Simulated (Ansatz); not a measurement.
**HBr (hydrogen bromide): the energy, rung by rung**

HBr has 2 atoms, charge 0, and is taken as a singlet. As SMILES, `Br`. The shape was relaxed beforehand at PBE0/def2-SVP.

```xyz
2

Br   -0.6038    0.2182   -0.3053
H     0.6038   -0.2182    0.3053
```

Quantity: the adiabatic ionisation energy (to the doublet cation, shapes relaxed at PBE0/def2-SVP, no zero-point term), in eV. The values are calculated.

```csv
level,kind,program,value (eV),less CCSD(T)/def2-TZVPP
SVWN5/def2-TZVPP,LDA,Ansatz,11.96,+0.31
PBE/def2-TZVPP,GGA,Ansatz,11.68,+0.03
r2SCAN/def2-TZVPP,meta-GGA,Ansatz,11.76,+0.11
PBE0-D4/def2-TZVPP,global hybrid,Ansatz,11.71,+0.06
wB97M-V/def2-TZVPP,range-separated hybrid,Ansatz,11.68,+0.03
B2PLYP/def2-TZVPP,double hybrid,Ansatz,11.70,+0.05
RPA@PBE/def2-TZVPP,RPA,Ansatz,11.70,+0.05
MP2/def2-TZVPP,perturbation theory,Ansatz,11.71,+0.06
CCSD(T)/def2-TZVPP,coupled cluster or CI,Ansatz,11.65,0.00
```

CCSD(T)/def2-TZVPP is the highest level here, not the true value. All-electron rows without a relativistic Hamiltonian named are non-relativistic. Spin-orbit coupling is left out. The values span 11.65 to 11.96 eV. In the correlated wave-function rows the outer d shell of Br is correlated, in sets not made for it.

Apart from SVWN5, which lies 0.31 eV above CCSD(T), the methods agree closely, and climbing the ladder brings no steady gain: PBE matches wB97M-V, while r2SCAN lies higher than both. This insensitivity fits the nature of the ionisation. The electron leaves an essentially nonbonding bromine 4p π lone pair, so the H–Br σ bond stays largely intact and both charge states are well described by a single reference. Ionisation also breaks up an electron pair, and the local density approximation's excessive correlation energy probably contributes to its high value; gradient corrections remove most of the error.

The cation's ²Π state is split by spin-orbit coupling in first order, whereas the closed-shell neutral is not. The lower component, ²Π₃/₂, therefore sets the first measured threshold, below the spin-orbit-averaged energy computed here. That shift is larger than most of the differences between methods, so a close match between any of these values and the measured threshold would partly reflect error cancellation.
